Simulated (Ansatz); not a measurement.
H3PO (SMILES O=[PH3]): where methods fail along a bond

H3PO: 5 atoms, total charge 0, spin state singlet. As SMILES, `O=[PH3]`. The P2–O1 distance was set to 1.816 Å, away from the relaxed value.

```xyz
5

O    -1.7128   -0.4067    0.6606
P    -0.0585   -0.0146    0.0225
H     0.8071    0.5649    0.9394
H     0.6637   -1.0983   -0.4549
H    -0.0302    0.8764   -1.0400
```

The O1–P2 distance is scanned; the parts on either side stay rigid. Basis STO-3G, 6 core orbitals frozen in the correlated methods; program Ansatz 0.2.0. FCI is exact within this basis and core. Energies in eV from each method's value at 1.816 Å; methods without a U are spin-restricted. The shape above is that at 1.816 Å.

```
distance (Å)    HF  HSE06  B2PLYP  CCSD  CCSDT   FCI
       1.453  0.48  -0.26   -0.16  0.22   0.11  0.11
       1.816  0.00   0.00    0.00  0.00   0.00  0.00
       2.179  0.63   1.57    1.26  0.94   0.99  0.99
       2.905  1.51   3.26    2.66  1.48   1.54  1.54
       3.632  1.67   3.73    2.97  1.52   1.59  1.59
```

Departure from the FCI curve at its largest: HF +0.37 eV at 1.45 Å; HSE06 +2.14 eV at 3.63 Å; B2PLYP +1.38 eV at 3.63 Å; CCSD +0.11 eV at 1.45 Å; CCSDT -0.01 eV at 1.45 Å. Restricted functionals keep the electrons paired too, and rise too high.

The stretched end of the curve looks unusually kind to restricted HF, which reaches 1.67 eV against 1.59 eV for FCI. The P–O bond is largely dative, so a singlet path can return the shared pair to phosphorus, leaving PH3 and an oxygen atom with paired electrons. One determinant can describe this roughly, though not the open-shell character of singlet oxygen. The agreement is probably partly cancellation, since HF lies well below FCI at 2.179 Å. Connected triples remove nearly all of the remaining CCSD error, including that on compression.

The FCI curve itself is chemically wrong in placing 1.453 Å above 1.816 Å and in rising so little on stretching: phosphine oxides have short, strong P–O bonds. The likely cause is the minimal basis, which lacks d polarisation functions on phosphorus and so describes poorly the polarisation and back-donation from oxygen that shorten the bond. The scan also gives no bond dissociation energy to ground-state fragments, because atomic oxygen is a triplet.
